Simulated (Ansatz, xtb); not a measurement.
# Ligand exchange: SiH2Br2 + C2H6Si → SiH2(SiH3)Br + C2H3Br

Species: SiH2Br2 (dibromosilane) `Br[SiH2]Br`, singlet; C2H6Si (vinylsilane) `C=C[SiH3]`, singlet; SiH2(SiH3)Br, singlet; C2H3Br (vinyl bromide) `C=CBr`, singlet. The partners trade Br for SiH3: Si–Br and C–SiH3 bonds give way to Si–SiH3 and C–Br.

Shapes, held fixed at every level: PBE0-D4/def2-TZVP. Programs: Ansatz 0.2.0, xtb 6.7.1. The zero-point and thermal change to 298 K, harmonic and unscaled (PBE0-D4/def2-TZVP), is -2.6 kJ/mol.

```tsv
level	kind	ΔH(298 K) (kJ/mol)	less CCSD(T)/def2-TZVPP
GFN0-xTB	semi-empirical	+148.4	+16.3
SPW92/def2-TZVPP	LDA	+116.7	-15.4
PBE-D4/def2-TZVPP	GGA	+116.4	-15.7
r2SCAN-D4/def2-TZVPP	meta-GGA	+130.5	-1.6
B3LYP-D4/def2-TZVPP	global hybrid	+130.7	-1.4
PBE0-D4/def2-TZVPP	global hybrid	+125.6	-6.5
wB97M-V/def2-TZVPP	range-separated hybrid	+140.4	+8.3
MP2/def2-SVP	perturbation theory	+140.6	+8.5
CCSD(T)/def2-TZVPP	coupled cluster or CI	+132.1	0.0
```

The highest level, CCSD(T)/def2-TZVPP, gives ΔH(298 K) = +132.1 kJ/mol; the levels span +116.4 to +148.4. The column of differences is taken from that level and isn't an error. No measured value is set beside it here. Relativity is left out for Br unless named. Correlated rows may include outer-core shells of Br, which these sets cover unevenly.

Every level makes the exchange strongly endothermic, so the direction is secure even though its size depends on the method. The thermal term of -2.6 kJ/mol is minor, and the cost is essentially electronic. It follows from bond polarity: silicon is more electropositive than carbon or bromine, so Si–Br and Si–C bonds both gain from ionic-covalent mixing. The exchange gives up one of each for a nearly nonpolar Si–Si bond, built from diffuse orbitals with modest overlap, and a C–Br bond less polar than the Si–Br bond it replaces. Conjugation of a bromine lone pair with the vinyl π system probably recovers only a little of the loss.

PBE-D4 gives +116.4 kJ/mol and r2SCAN-D4 +130.5, close to the coupled-cluster value, so exact exchange isn't a prerequisite for agreement here. The MP2 offset mixes the treatment of correlation with a smaller basis and can't be assigned to either alone. The reverse exchange is correspondingly exothermic, but the reaction enthalpy says nothing about its barrier.
